Smearing blurs the edge between filled and empty levels in a metal, so the narrowest blur ought to give the best energy. In this table the narrowest blur gives the largest error in the extrapolated energy, and each widening makes that error smaller. The energy column has already been extrapolated to zero width, so the width should hardly matter there at all.

In2Sb (P6_3/mmc, 6 atoms in the cell) at fixed geometry, computed with Ansatz 0.2.0: plane-wave PAW, scalar-relativistic PBEsol, no spin polarisation, 420 eV cutoff, Gaussian smearing, 6×6×3 k mesh. The reference uses a 12×12×6 k mesh and 0.1 eV Gaussian smearing. Energy is extrapolated to zero smearing; pressure and stress are positive in compression.

```csv
occupation width (eV),energy less reference (meV/atom),free energy less reference (meV/atom),pressure less reference (GPa)
0.01,15.1,16.5,0.278
0.05,14.5,14.9,0.256
0.1,13.7,12.2,0.223
0.2,11.6,4.74,0.150
0.4,5.98,-15.1,0.122
```

The row at 0.1 eV shows where most of the error comes from. It has the same smearing rule and the same width as the reference, and differs from it only in having a coarser k mesh. Its error of 13.7 meV/atom is therefore a pure mesh error. At 0.01 eV the error is still 15.1 meV/atom, so making the blur sharper does not bring the energy to the reference; it only brings out the coarse mesh's own answer. Why that answer lies too high rather than too low cannot be read from these runs.

What remains to be explained is the slow fall down the column. A mesh replaces the continuous bands of a metal by separate levels. Points that are equivalent by symmetry share one energy and fill together, and the electron count will often leave the last such group partly filled, with the Fermi level held close to it. Smearing gives partly filled levels an entropy term $TS$, which lowers the free energy. How fast this term grows with the width $\sigma$ depends on how the levels are spread.

Two limits help to read the behaviour. If the levels are dense and evenly spread, a wider blur reaches more of them in proportion to $\sigma$, and each adds an amount proportional to $\sigma$, so $TS$ grows as $\sigma^2$. If a single partly filled group holds the Fermi level and all other levels lie well outside the blur, widening it a little brings in no further levels, and $TS$ grows only as $\sigma$.

The top row can be tested against the first limit. The reference run, with its dense mesh, has $TS$ = 3.2 meV/atom at 0.1 eV. A width ten times smaller should cut this a hundredfold, to 0.032 meV/atom. The coarse mesh gives 0.31 meV/atom at 0.01 eV, about ten times as much. This is what levels crowded close to the Fermi level would produce; the individual levels are not listed, so the crowding is inferred from the entropy.

The extrapolation to zero width relies on the first limit. The free energy $F$ falls with width at the rate $TS/\sigma$. When $TS$ grows as $\sigma^2$, the total fall is exactly half of $TS$, and adding that half back restores the zero-width energy. When $TS$ grows only as $\sigma$, the total fall is the whole of $TS$, and adding half back repairs only half the damage. For growth as $\sigma^p$ in between, the steps are

$$F = F_0 - \frac{TS}{p}, \qquad E_0 = F + \frac{TS}{2} = F_0 - TS\left(\frac{1}{p} - \frac{1}{2}\right),$$

where $F_0$ is the true zero-width value and $E_0$ the extrapolated energy. The share of the fall in $F$ that survives in $E_0$ is then $1 - p/2$.

From 0.01 to 0.1 eV the coarse mesh lies between the two limits. In the first step the power $p$ is about 1.3, so a little over a third of the fall should survive. The free energy drops by 1.6 meV/atom and the extrapolated energy by 0.6, which is that share. The agreement follows from thermodynamics and shows that the columns are consistent with each other. The physical content lies in the power itself, which stays well below 2.

From 0.1 to 0.2 eV the blur covers more levels, yet the growth is still too slow. Doubling the width multiplies $TS$ by 2.7, where the extrapolation needs a factor of 4. More than a quarter of the fall in free energy therefore leaks into the extrapolated energy, which drops by another 2.1 meV/atom. The steps in this column become larger because $TS$ itself is growing, while the surviving share, after a drop from the first step to the second, hardly changes.

The last row, at 0.4 eV, looks the best and deserves the most caution. Its extrapolated energy is only 5.98 meV/atom above the reference, about 40 % of the error at 0.01 eV. By now $TS$ is slightly below the value that the square law predicts from the reference, but the extrapolation depends on how the entropy grows, and the last doubling again gave a factor of only 2.7. At this width the cause may no longer be the coarse mesh alone: the blur could be wide enough to feel real changes in the density of states, which would bend the growth on a dense mesh too. The wide blur may thus have smoothed out part of the mesh error, or added an error of its own with the opposite sign. Runs at 0.4 eV on the dense mesh would tell the two apart, and there are none here.

The free energy shows such a cancellation openly. It starts 16.5 meV/atom above the reference and ends 15.1 below it, so at some width between 0.2 and 0.4 eV its error passes through zero. At that width the mesh is as coarse as before. The lowering of the free energy by the wide blur merely happens to offset a positive mesh error.

The pressure error also shrinks down the table, but not evenly. It falls by 0.073 GPa between 0.1 and 0.2 eV and by only 0.028 GPa in the last step, although the width doubles both times. A plausible reason is a second effect of the blur. In a metal with broad bands the density of states usually rises as the cell expands, so the entropy term favours expansion and adds a positive pressure, most strongly at large widths. That would work against the falling error; its size has not been separated here.

The pressure also hides most of the error in the stress. At 0.01 eV the stress in the hexagonal plane is 1.47 GPa above the reference, while the stress along the $c$ axis is 2.10 GPa below it. Averaged over the three directions, these leave a pressure error of only 0.28 GPa. Anyone relaxing the shape of this cell on the coarse mesh at this width would meet the larger errors.

For practical work, the mesh has to be tested at the width that will be used, since a sharper blur generally needs a denser mesh. If the extrapolated energy drifts with width, the entropy is not growing as the square, and a mesh too coarse for the chosen width is the first thing to suspect. Refining the mesh at fixed width measures the mesh error directly, as the row at 0.1 eV does. The printed output below lists the entropy terms, their growth and the surviving share for each step.

Printed output of the fit:

```
TS of the reference run (meV/atom): 3.206
Entropy term on the coarse mesh:
   row  TS (meV/atom)  square law from reference (meV/atom)   ratio
  0.01          0.311                               0.03206   9.703
  0.05          2.406                                0.8014   3.002
   0.1          6.206                                 3.206   1.936
   0.2          16.93                                 12.82    1.32
   0.4          45.37                                 51.29  0.8845
Growth of TS from the row before:
   row  factor in width  factor in TS  power of width
  0.05                5         7.734           1.271
   0.1                2          2.58           1.367
   0.2                2         2.727           1.448
   0.4                2          2.68           1.422
Change from the row before:
   row  extrapolated energy (meV/atom)  free energy (meV/atom)  share of the fall that survives  pressure (GPa)
  0.05                            -0.6                    -1.6                            0.375          -0.022
   0.1                            -0.8                    -2.7                           0.2963          -0.033
   0.2                            -2.1                   -7.46                           0.2815          -0.073
   0.4                           -5.62                  -19.84                           0.2833          -0.028
Fall of the extrapolated energy over all rows (meV/atom): 9.12
Fall of the free energy over all rows (meV/atom): 31.6
Energy error at the widest smearing as percentage of that at the narrowest (%): 39.6
Pressure error at the widest smearing as percentage of that at the narrowest (%): 43.88
In-plane stress less reference at 0.01 eV (GPa): 1.469
Stress along c less reference at 0.01 eV (GPa): -2.103
Mean of the three stress errors at 0.01 eV (GPa): 0.2782
```
